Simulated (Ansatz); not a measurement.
CH7GaSn (SMILES [CH3][SnH2][GaH2]): the vertical ionisation energy, rung by rung

CH7GaSn has 10 atoms, charge 0, and is taken as a singlet. SMILES: `[CH3][SnH2][GaH2]`. The coordinates come from a PBE0-D4/def2-TZVP relaxation.

Quantity: the vertical ionisation energy (to the doublet cation), in eV. The values are calculated.

```csv
level,kind,program,value (eV),less CCSD(T)/def2-SVP
HF/def2-SVP (core potential),Hartree–Fock,Ansatz,8.56,-0.47
SVWN5/def2-SVP (core potential),LDA,Ansatz,9.01,-0.02
BLYP/def2-SVP (core potential),GGA,Ansatz,8.71,-0.32
r2SCAN/def2-SVP (core potential),meta-GGA,Ansatz,8.96,-0.07
B3LYP/def2-SVP (core potential),global hybrid,Ansatz,9.04,+0.01
CAM-B3LYP/def2-SVP (core potential),range-separated hybrid,Ansatz,9.16,+0.13
MP2/def2-SVP (core potential),perturbation theory,Ansatz,9.07,+0.04
CCSD(T)/def2-SVP (core potential),coupled cluster or CI,Ansatz,9.03,0.00
```

CCSD(T)/def2-SVP (core potential) is the highest level here, not the true value. Spin-orbit coupling is left out. The values span 8.56 to 9.16 eV. In the correlated wave-function rows the outer d shell of Ga, Sn is correlated, in sets not made for it.

Correlation raises the ionisation energy: Hartree–Fock gives 8.56 eV, whereas CCSD(T) gives 9.03 eV. The neutral molecule has one more electron pair than the cation, so a mean-field treatment that omits correlation penalises the neutral more and makes ionisation too easy. MP2 slightly overshoots the shift, at 9.07 eV, and its closeness to CCSD(T) suggests that the correlation involved is mainly dynamical. The electron probably leaves an orbital with strong Sn–Ga σ character, since this bond joins two electropositive atoms and should lie above the C–H and Sn–C bonding levels.

Among the density functionals, BLYP is the clear low outlier, while B3LYP almost coincides with CCSD(T) and CAM-B3LYP lies above it. The order doesn't follow functional sophistication: SVWN5 also lands close to the coupled-cluster value, probably through cancellation between its exchange and correlation errors. Close agreement in this small common basis doesn't establish agreement with experiment, because a larger basis would probably recover more pair correlation in the neutral and raise the coupled-cluster value.
